The subject today is the long-range term of the exchange-correlation kernel of the uniform electron gas in the spin channel. I use Hartree atomic units (ħ = m = e = k_B = 1), so energies are in hartree, lengths in bohr, and the coefficient A(ω) is in hartree·bohr, the unit of e². The spin index σ is +1 for ↑ and −1 for ↓, and n = n↑ + n↓.

Premises. First, electrons in three dimensions interact by v(r) = 1/r on a rigid neutralising background. Second, there is no spin-orbit coupling or other spin flip, so each spin density obeys its own continuity equation. Third, the perturbation is collinear: potentials V_σ couple to the densities n_σ. Fourth, we take q → 0 at fixed ω ≠ 0. Response functions are retarded, ⟨⟨X;Y⟩⟩ = −i∫₀^∞ dt e^(iωt) ⟨[X(t),Y]⟩. The kernel is the 2×2 matrix

f = χ₀⁻¹ − χ̃⁻¹,   (1)

where χ₀ is the non-interacting response at the same n_σ and χ̃ is the proper response, the response to external plus Hartree potential: χ̃⁻¹ = χ⁻¹ + 4π/q² in every matrix element.

Step one: from densities to currents. A potential V_σ e^(i(qx − ωt)) exerts the force −iqV_σ. A vector potential a_σ, entering as (p + a_σ)²/2, exerts −iωa_σ. The two are gauge equivalent for a_σ = qV_σ/ω. Continuity gives δn_σ = q j_σ/ω. If j_σ = Σ K_σσ' a_σ', then

χ̃_σσ' = (q²/ω²) K_σσ'(q,ω).   (2)

At q = 0 the field a_σ couples to P_σ, the total x-momentum of the spin-σ electrons, and the current in volume Ω is (P_σ + N_σ a_σ)/Ω. Hence K_σσ' = n_σ δ_σσ' + ⟨⟨P_σ;P_σ'⟩⟩/Ω.

Step two: momentum conservation. P↑ + P↓ commutes with H, so its response with any partner vanishes at ω ≠ 0. All four functions reduce to one:

K_σσ' = n_σ δ_σσ' + σσ' Π(ω),   Π = ⟨⟨P↑;P↑⟩⟩/Ω.   (3)

Without interaction each P_σ is conserved and Π = 0. A matrix of the form diagonal plus rank one is inverted in closed form: (K⁻¹)_σσ' = δ_σσ'/n_σ − [σσ'/(n_σ n_σ')] Π/D, with D = 1 + nΠ/(n↑n↓). Putting this and (2) into (1),

f_σσ'(q,ω) = A(ω) σσ' n²/(4 n_σ n_σ' q²) + B_σσ'(ω) + …,   (4)

A(ω) = (4ω²/n²) Π(ω)/D(ω).   (5)

B collects the terms of order q² in K, for the interacting and the free gas, which at fixed ω are smaller than the leading ones by a factor that vanishes as q². This form of the kernel is due to Qian, Constantinescu and Vignale (2003).

Question: You used the q = 0 Hamiltonian for a longitudinal limit. Where has the plasmon gone?

Into the 4π/q² that (1) removes. The background cancels the k = 0 component of v, so at q = 0 there is no macroscopic field, and K is the response to the total field, which is the definition of proper. I will confirm this below by a finite-q route.

Question: Why does the charge kernel have no such term?

Take δn_σ' ∝ n_σ', which is a rigid displacement of the whole liquid. Then Σ f_σσ' n_σ' ∝ Σ σ' = 0. Moving both spin species together costs no exchange-correlation force. Moving one against the other does, even when the motion is uniform. Written with velocities, δn_σ = q n_σ u_σ/ω, the force on one electron is

−iq Σ f_σσ' δn_σ' = −i (A/ω) (n²/4n_σ) σ (u↑ − u↓).   (6)

The q has dropped out. The term that goes as 1/r in real space when written with densities is local in the spin currents, and n↑ times the force on ↑ cancels n↓ times the force on ↓.

Step three: equation of motion. Let F = dP↑/dt be the force of all ↓ electrons on all ↑ electrons; forces within one species cancel in pairs. The identities ω⟨⟨X;Y⟩⟩ = ⟨[X,Y]⟩ + i⟨⟨Ẋ;Y⟩⟩ = ⟨[X,Y]⟩ − i⟨⟨X;Ẏ⟩⟩, used once each, give ω²⟨⟨P↑;P↑⟩⟩ = i⟨[F,P↑]⟩ + ⟨⟨F;F⟩⟩. P↑ generates a rigid shift X of the ↑ electrons, so [F,P↑] = i∂F/∂X and i[F,P↑] = ∂²U/∂X², with U the interaction energy. Its average is Ω n↑n↓ ∫ d³r g↑↓(r) ∂ₓ²v. With the k = 0 component removed, ∂ₓ²v integrates to zero over the cell, so g↑↓ may be replaced by g↑↓ − 1. This function is isotropic, so ∂ₓ² acts as ∇²/3, and ∇²(1/r) = −4πδ(r). Therefore

ω²Π = (4π/3) n↑n↓ [1 − g↑↓(0)] + Φ(ω),   Φ = ⟨⟨F;F⟩⟩/Ω.   (7)

Here g↑↓ tends to 1 at large distance and equals 1 everywhere in the free gas.

Step four: infinite frequency. Φ → 0 and Π falls as ω⁻², so D → 1 and

A(∞) = (16π/3)(n↑n↓/n²)[1 − g↑↓(0)],   (8)

which is (4π/3)[1 − g↑↓(0)] for the unpolarised gas. It is positive: each electron sits in a correlation hole carved in the opposite-spin density, and a sudden displacement pulls it back towards the centre of that hole.

Now the promised finite-q route. Expanding χ = M₁/ω² + M₃/ω⁴ with M₁ = q² diag(n_σ) and inverting gives 4π/q² + f↑↓(q,∞) = M₃,↑↓/(n↑n↓q⁴). The double commutator yields M₃,↑↓ = −n↑n↓ ∫ d³r g↑↓ cos(q·r)(q·∇)²v. The part of g↑↓ equal to 1 gives 4πq² n↑n↓, exactly the Hartree term. The part g↑↓ − 1 gives f↑↓ → −(4π/3)[1 − g↑↓(0)]/q², which is (4) with (8).

Step five: the high-frequency tail. From (5), Im A = (4/n²) Im Φ/|D|², exactly, and |D|² − 1 is of order ω⁻². At T = 0 and ω > 0, Im Φ = −(π/Ω) Σ_m |⟨m|F|0⟩|² δ(ω − E_m + E₀). F carries no net momentum, so the large energy ω goes to one ↑↓ pair flying apart with momenta ±k and energy k²/2 + k²/2 = k². The pair force x/r³ has the Fourier transform −4πi kₓ/k², whose square averages over angles to 16π²/(3k²). A large k probes distances 1/k, so the many-body wave function enters at contact, and summing over the states of the other electrons gives the pair density n↑n↓ g↑↓(0). Then

∫ d³k/(2π)³ · 16π²/(3k²) · δ(ω − k²) = (8/3) · 1/(2√ω) = 4/(3√ω),

Im A → −(16π/3)(n↑n↓/n²) g↑↓(0) ω^(−1/2).   (9)

For the unpolarised gas this is −(4π/3) g↑↓(0) ω^(−1/2). The function analytic in the upper half plane and real on the imaginary axis with this tail is proportional to (−iω)^(−1/2), so A ≈ A(∞) − (4π/3) g↑↓(0)(1 + i) ω^(−1/2).

Question: I have seen −(4π/3) ω^(−1/2), with no g.

That is second-order perturbation theory, where ⟨m|F|0⟩ is taken with the free ground state and g↑↓(0) = 1. It is the r_s → 0 limit of (9). At finite r_s the contact density multiplies it, just as it multiplies the k⁻⁸ tail of the momentum distribution.

Question: How fast is (9) approached?

Slowly. The Kimball cusp gives the pair function ψ(0)(1 + r/2). The radial integrals are ∫ j₁(kr) dr = 1/k and, with a convergence factor, ½∫ r j₁(kr) dr = π/(4k²), so the amplitude gains 1 + π/(4k). The Coulomb distortion of the outgoing p wave adds nothing at this order. With ρ = kr and η = 1/(2k), the function s = 1/ρ − cos ρ/ρ − sin ρ solves s'' + s − 2s/ρ² = 1/ρ. Integrating by parts against the radial Coulomb equation changes the amplitude by 2η∫ s j₁ dρ, and that integral is π/4 − π/4 = 0. So (9) is multiplied by 1 + π/(2√ω) + O(1/ω), and the leading term alone needs ω far above π²/4 = 2.47 hartree, or 67 eV.

Step six: low frequency. Define the spin Coulomb drag rate γ, following D'Amico and Vignale (2000), by the steady friction force on a ↑ electron, −γ (n↓/n)(u↑ − u↓). The premise is that this coefficient is finite at T > 0. Equating it with (6) gives

A → −iωγ · 4n↑n↓/n³,   (10)

which is −iωγ/n for the unpolarised gas. The transresistivity, the field on ↑ per unit current of ↓, is ρ↑↓ = −γ/n. From here on n↑ = n↓. Then (5) reads D = 1/(1 − nA/ω²). Writing

A = (ω²/n)(1 − m_s) − iωγ/n   (11)

gives D = ω/(m_s ω + iγ), a Drude form for the spin current with spin mass m_s and decay rate γ/m_s.

The sign of m_s − 1 follows from causality. D has no zero in the upper half plane: off the imaginary axis Im Π keeps one sign in each quadrant, and on that axis D rises from a non-negative value to 1. So A obeys Kramers-Kronig relations. A(0) = 0 gives the sum rule A(∞) = −(2/π)∫₀^∞ Im A dω/ω. At T = 0, where Im A ∝ ω³ as we shall see, the ω² coefficient gives m_s = 1 − (2n/π)∫₀^∞ Im A dω/ω³, which exceeds 1 because Im A < 0.

Step seven: a model for γ. For ω ≫ γ we have |D|² = 1/m_s², which I set to 1, so γ = −(4/n) Im Φ/ω. At low energy F creates one particle-hole pair in each spin species, with momenta ±k, through a screened interaction w_k. There is no exchange term, since the spins differ. The golden rule gives

Im Φ = −π(1 − e^(−ω/T)) ∫ d³k/(2π)³ (k²/3) w_k² ∫ dω' S(k,ω') S(k,ω − ω'),

with S(k,ω) = −Im χ₀σ/[π(1 − e^(−ω/T))]. For small ω and k < 2k_F, counting the states inside the Fermi sphere that can absorb (k,ω) gives Im χ₀σ = −ω/(4πk) per spin. The Bose-weighted integral of ω'(ω − ω'), times 1 − e^(−ω/T), equals ω(ω² + 4π²T²)/6. Collecting factors,

Im Φ = −[ω(ω² + 4π²T²)/(576π⁵)] ∫₀^(2k_F) k² w_k² dk.

With Thomas-Fermi screening, w_k = 4π/(k² + κ²) and κ² = 4k_F/π, the integral is 8π²J/κ, where J = arctan y − y/(1 + y²) and y = 2k_F/κ. Using n = k_F³/(3π²),

γ(ω,T) = (ω² + 4π²T²) J/(6π κ k_F³).   (12)

Question: So at T = 0 the linear law (10) is empty?

Yes. There γ ∝ ω² and Im A ∝ −ω³. The law A ≈ −iωγ/n with constant γ needs ω ≪ 2πT. It also needs the real term in (11) to be small, that is ω ≪ γ/(m_s − 1), and this is often the tighter condition.

Question: You derived (12) for ω ≫ γ. Is it the dc value?

Carried to ω = 0, it equals the Boltzmann result for two rigidly shifted Fermi spheres. By the variational principle of the Boltzmann equation this trial shape gives an upper bound on the dc rate for the given w_k. The excess is typically some tens of per cent at most.

Range of validity. Equations (4), (5), (7) and (8) are exact under the four premises. They need q v_F ≪ ω and q ≪ k_F. In the opposite order of limits, ω → 0 first, A vanishes and the static kernel stays finite. Equation (9) is the exact leading tail, with the slow correction just given. Equation (10) defines γ, while (12) is a Born estimate that needs ω and T far below ε_F and v_Fκ, and is controlled only for r_s below about 1. Spin-flip response, spin-orbit coupling and a lattice lie outside the derivation. In a crystal total momentum is not conserved, and (3) holds only so far as the band is free-electron-like.

Now the spin channel of sodium, modelled as an unpolarised gas. The inputs are a typical r_s = 3.93, a typical contact value g↑↓(0) ≈ 0.10 for the gas at that density, an assumed illustrative m_s − 1 = 0.05, and T = 300 K. They give n = 3.933×10⁻³ bohr⁻³, k_F = 0.4883 bohr⁻¹, ε_F = 3.24 eV and ω_p = √(4πn) = 6.05 eV.

At infinite frequency A(∞) = 3.8 hartree·bohr, so A(∞)/q² is 0.30 of the Coulomb potential 4π/q². The instantaneous restoring frequency √(nA(∞)) is 3.3 eV. This is no collective mode. A pole of D needs ω² = nA(ω), and at a few eV A is complex and far from its limit.

For the tail take ω = 10 hartree, or 272 eV. Equation (9) gives Im A = −0.13. The cusp correction is 0.50 of that and moves the value to −0.20, with the 1/ω term still unknown. Setting g↑↓(0) = 1 would give −1.3. These numbers belong to the gas alone, because in the metal the 2p core, at a typical binding energy near 30 eV, absorbs at such frequencies.

For the drag, κ = 0.7885 bohr⁻¹, y = 1.239, J = 0.403 and T = 9.50×10⁻⁴ hartree. The conditions on T hold well, since v_Fκ = 10.5 eV. Equation (12) at ω = 0 gives the model's γ = 8.3×10⁻⁶ hartree = 0.23 meV, a decay time of 2.9 ps, and |ρ↑↓| = 0.046 μΩ cm. The purely imaginary law holds only below γ/(m_s − 1) = 4.5 meV, far under 2πT = 0.162 eV. At ω = 0.1 eV the model has γ = 0.31 meV and Im A = −1.1×10⁻⁵, while ω²/n = 3.43×10⁻³ makes Re A = −1.7×10⁻⁴, more than ten times larger. The long-wave condition there is q ≪ ω/v_F = 0.0075 bohr⁻¹, meaning wavelengths well beyond 44 nm.

Question: Where would (12) be better controlled?

In a degenerate semiconductor. For n-type GaAs take a typical mass 0.067, a typical dielectric constant 12.9, an assumed density 10¹⁸ cm⁻³ and T = 20 K. All formulas hold in effective units of 10.19 nm and 10.96 meV. Then r_s = 0.61, ε_F = 54 meV and J = 0.974, and the model gives γ = 8.8 μeV, or 75 ps. Scattering by the donors, which the model omits, typically relaxes currents in well under a picosecond at this doping, so it hides the drag.

Question: And how far should one trust 0.23 meV for sodium?

As an order of magnitude. At r_s near 4 two omissions compete. The Born approximation typically overstates scattering by a screened repulsion, and the vertex corrections missing from Thomas-Fermi screening typically enlarge it. As typical knowledge, and not as a measurement, a factor of two to three either way is to be allowed. The physical conclusion survives that. A spin current in the metal decays at 1/τ + γ, with τ the Drude time, and γτ = |ρ↑↓|/ρ. With a typical room-temperature resistivity of 5 μΩ cm, set by phonons, the model's ratio is 0.9 per cent. In sodium the drag is a small addition to phonon damping, while the same function A(ω) grows to a third of the Coulomb strength, less the contact correction, at high frequency.